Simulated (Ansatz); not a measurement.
# A series in volume per atom on TaRu

Results calculated with Ansatz 0.2.0, not measured. Periodic Kohn-Sham DFT of a crystal at fixed atoms; pressure and stress are positive in compression; the energy is the free energy less that of spherical unpolarised free atoms; site moments are those in the method's own spheres, positive along +z.

Cell of the first row (space group Pm-3m, No. 221):
```
CELL_PARAMETERS angstrom
3.12190 0.00000 0.00000
0.00000 3.12190 0.00000
0.00000 0.00000 3.12190
ATOMIC_POSITIONS crystal
Ta 0.50000 0.50000 0.50000
Ru 0.00000 0.00000 0.00000
```

Settings of every row: method frozen-core PAW; functional LDA; relativity scalar; k mesh 13x13x13; filling fermi-dirac; smearing width 0.03 eV; wave cutoff 420 eV; paw set soft_2.

Atom start moment: 0 on all atoms.

Limits: PAW files made with PBE; no spin-orbit coupling on heavy atoms.

| row | volume per atom (Å³) | pressure (GPa) |
| --- | --- | --- |
| 1 | 15.214 | -1.108 |
| 2 | 15.538 | -6.78 |
| 3 | 15.861 | -11.833 |
| 4 | 16.023 | -14.149 |
| 5 | 16.185 | -16.335 |
| 6 | 16.347 | ? |
| 7 | 16.509 | -20.345 |
| 8 | 16.833 | -23.914 |
| 9 | 17.156 | -27.088 |

Question: what pressure should row 6 give?

Worked fit of pressure. Take u = (V_r/V)^(2/3) − 1 with V_r = 16.104 Å³ an atom, which is twice the finite (Eulerian) strain; such expansions in the strain, on which the Birch-Murnaghan equation of state is built, carry the rest volume and the bulk modulus. The shown rows have u = 0.03863, 0.02414, 0.01019, 0.00337, -0.00334, -0.01642, -0.02908, -0.04131. Least squares give pressure = −15.2571 + 326.107 × u + 1003.04 × u² + 988 × u³ GPa; a parabola predicts inner rows, each left out in turn, worse (root mean square 0.016 against 0.0058 GPa). The rows lie off it by -0.002, 0.006, -0.004, -0.002, 0.000, 0.001, 0.002, -0.001 (root mean square 0.0029 GPa). The withheld row has u = -0.00993, so the fit gives −15.2571 + 326.107 × (-0.00993) + 1003.04 × (-0.00993)² + 988 × (-0.00993)³ = -18.397 GPa.

The calculation gave -18.399 GPa. The fit lies 0.002 GPa (0.0077 % of the column's range) above it; its largest miss of a shown row is 0.006 GPa.
